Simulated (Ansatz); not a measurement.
# A series in volume scale on Se

Plane-wave DFT, scalar-relativistic PAW made under PBE with cores redone for the functional, no dispersion; the given relaxed cell is scaled uniformly, energy at zero smearing counts from the unscaled cell, pressure at the given Fermi-Dirac smearing is positive in compression. The results are calculated, by Ansatz 0.2.0.

The cell before it is scaled or strained (space group Im-3m, No. 229):
```
Se
1.0
     -1.6880     1.6880     1.6880
      1.6880    -1.6880     1.6880
      1.6880     1.6880    -1.6880
Se
1
Direct
  0.00000 0.00000 0.00000
```

Settings of every row: spin polarised no; functional PBEsol; wave cutoff 420 eV; smearing width 0.1 eV; k mesh 15x15x15.

Atom starting moment: 0 on all atoms.

Limits: the cell comes from a prototype or a list of computed structures and needn't be the stable phase.

| row | volume scale | V (Å³/atom) | pressure (GPa) | energy change per atom (meV) |
| --- | --- | --- | --- | --- |
| 1 | 0.88 | 16.93 | 14.99 | 98 |
| 2 | 0.92 | 17.7 | ? | ? |
| 3 | 0.96 | 18.469 | 4.24 | 10.48 |
| 4 | 1.04 | 20.008 | -2.68 | 5.97 |
| 5 | 1.08 | 20.778 | -5.16 | 25.23 |
| 6 | 1.12 | 21.547 | -7.15 | 55.19 |

Question: what pressure and energy change per atom should row 2 give?

Worked fit of pressure. Take u = (V_r/V)^(2/3) − 1 with V_r = 20.008 Å³ an atom, which is twice the finite (Eulerian) strain; such expansions in the strain, on which the Birch-Murnaghan equation of state is built, carry the rest volume and the bulk modulus. The shown rows have u = 0.1178, 0.05481, 0, -0.02486, -0.0482. Least squares give pressure = −2.717 + 108.358 × u + 355.1 × u² GPa; a straight line predicts inner rows, each left out in turn, worse (root mean square 1.2 against 0.081 GPa). The rows lie off it by 0.01, -0.05, 0.04, 0.03, -0.04 (root mean square 0.037 GPa). The pressure vanishes at u = 0.0233, or V = 19.33 Å³ an atom, and there the bulk modulus at fixed shape and fractions is B = −V dP/dV = (2/3)(1 + u) dP/du = 85.2 GPa. The withheld row has u = 0.08514, so the fit gives −2.717 + 108.358 × (0.08514) + 355.1 × (0.08514)² = 9.08 GPa.

The calculation gave 9.02 GPa. The fit lies 0.06 GPa (0.27 % of the column's range) above it; its largest miss of a shown row is 0.05 GPa.

Worked fit of energy change per atom. Take u = (V_r/V)^(2/3) − 1 with V_r = 20.008 Å³ an atom, which is twice the finite (Eulerian) strain; such expansions in the strain, on which the Birch-Murnaghan equation of state is built, carry the rest volume and the bulk modulus. The shown rows have u = 0.1178, 0.05481, 0, -0.02486, -0.0482. Least squares give energy change per atom = 5.689 − 505.276 × u + 10933.47 × u² meV; a straight line predicts inner rows, each left out in turn, worse (root mean square 36 against 0.6 meV). The rows lie off it by 0.11, -0.36, 0.28, 0.22, -0.25 (root mean square 0.26 meV). The withheld row has u = 0.08514, so the fit gives 5.689 − 505.276 × (0.08514) + 10933.47 × (0.08514)² = 41.92 meV.

The calculation gave 41.44 meV. The fit lies 0.48 meV (1.2 % of the value, 0.52 % of the column's range) above it; its largest miss of a shown row is 0.36 meV.
